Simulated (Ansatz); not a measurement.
# AlH2SF (SMILES [F][AlH][SH]): the energy, rung by rung

AlH2SF: 5 atoms, total charge 0, spin state singlet. As SMILES, `[F][AlH][SH]`. The coordinates come from a PBE0-D4/def2-TZVP relaxation. This is one conformer, not always the lowest.

```xyz
5

F    -1.2035   -1.5358    0.8775
Al   -0.5139   -0.3091    0.0248
S     1.5361    0.1826    0.5335
H    -1.3411    0.4304   -1.0852
H     1.5723    1.1582   -0.3921
```

Each level gives the energy change with the S3–H5 bond stretched from 1.345 to 1.682 Å (eV). The values are calculated.

| level | kind | program | value (eV) | less FCI/STO-3G | CPU time (all runs) |
| --- | --- | --- | --- | --- | --- |
| SVWN5/STO-3G (restricted) | LDA | Ansatz | 0.98 | +0.03 | 0.62 s |
| BLYP/STO-3G (restricted) | GGA | Ansatz | 0.85 | -0.10 | 0.97 s |
| BHLYP/STO-3G (restricted) | global hybrid | Ansatz | 1.23 | +0.28 | 0.89 s |
| CAM-B3LYP/STO-3G (restricted) | range-separated hybrid | Ansatz | 1.13 | +0.18 | 1.1 s |
| B2PLYP/STO-3G (restricted) | double hybrid | Ansatz | 1.10 | +0.15 | 1.4 s |
| CCSD/STO-3G (restricted) | coupled cluster or CI | Ansatz | 0.96 | +0.01 | 0.22 s |
| CCSDT(Q)/STO-3G (restricted) | coupled cluster or CI | Ansatz | 0.95 | 0.00 | 0.46 s |
| FCI/STO-3G | exact in the basis | Ansatz | 0.95 | 0.00 | 18 s |

FCI/STO-3G is exact within its basis and frozen core, so for wave-function methods in that basis the difference is their error; functionals converge differently with the basis, so for them it is only a difference. The first shape isn't each level's own minimum. The values span 0.85 to 1.23 eV. All rows use very small basis sets, so even the best lies far from the true value. CPU times are rough (shared hosts, several kinds of processor): they show what a rung costs within a factor of a few.

Stretching the S–H bond costs 0.95 eV in the exact treatment within this basis, and CCSD comes within 0.01 eV of it. The stretch mainly weakens one σ bond: as the overlap of sulfur 3p and hydrogen 1s falls, the σ–σ* gap narrows and the pair excitation into σ* gains weight. Connected double excitations describe this well while the closed-shell determinant still dominates, so higher excitations have little left to correct. The minimal virtual space also restricts those excitations, so their small effect here need not carry over to a larger basis.

The three functionals containing exact exchange all give a steeper rise than SVWN5 and BLYP, probably because restricted exact exchange keeps too much ionic character in the stretched bond, which semilocal exchange partly offsets by mimicking left–right correlation. The agreement between CCSD and FCI supports a single-reference description at this moderate extension, but it does not establish that restricted CCSD would remain reliable as the bond separates into radicals.
